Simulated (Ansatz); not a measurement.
YSe: energy above lowest point against volume scale

All results are calculated (Ansatz 0.2.0). Free energy against uniform scaling of the volume at fixed shape and fractions; periodic cell, basis, potentials, k mesh and filling as listed.

The cell before it is scaled or strained (space group Fm-3m, No. 225):
```
cell vectors (Å)
   0.0000     2.8515     2.8515
   2.8515     0.0000     2.8515
   2.8515     2.8515     0.0000
atoms (fractions of the cell vectors)
Y   0.50000  0.50000  0.50000
Se  0.00000  0.00000  0.00000
```

Settings of every row: functional LDA; dispersion none; potentials all-electron LAPW; k mesh 7x7x7; k shift 0x0x0; occupations gaussian; smearing width 0.1 eV; spin none.

Limits: coarse k mesh, up to 40 meV an atom off; odd electron count without spin.

| row | volume scale | V (Å³/atom) | energy above lowest point (meV/atom) |
| --- | --- | --- | --- |
| 1 | 0.94 | 21.795 | 6.1 |
| 2 | 0.97 | 22.49 | 0 |
| 3 | 1 | 23.186 | 6.4 |
| 4 | 1.03 | 23.881 | ? |
| 5 | 1.06 | 24.577 | 49.1 |

Question: what energy above lowest point should row 4 give?

Worked fit of energy above lowest point. Take u = (V_r/V)^(2/3) − 1 with V_r = 22.838 Å³ an atom, which is twice the finite (Eulerian) strain; such expansions in the strain, on which the Birch-Murnaghan equation of state is built, carry the rest volume and the bulk modulus. The shown rows have u = 0.03165, 0.01029, -0.01003, -0.04775. Least squares give energy above lowest point = 1.78 − 313.4 × u + 14193 × u² meV/atom; a straight line predicts inner rows, each left out in turn, worse (root mean square 14 against 0.12 meV/atom). The rows lie off it by 0.0, -0.1, 0.0, 0.0. Its lowest point lies at u = 0.0110, or V = 22.46 Å³ an atom, and the curvature there gives the bulk modulus at fixed shape and fractions, B = (4/9)(1 + u)² E″(u)/V = 92 GPa. The withheld row has u = -0.02933, so the fit gives 1.78 − 313.4 × (-0.02933) + 14193 × (-0.02933)² = 23.2 meV/atom.

The calculation gave 23.3 meV/atom. The fit lies 0.1 meV/atom (0.2 % of the column's range) below it, one unit of the last digit.
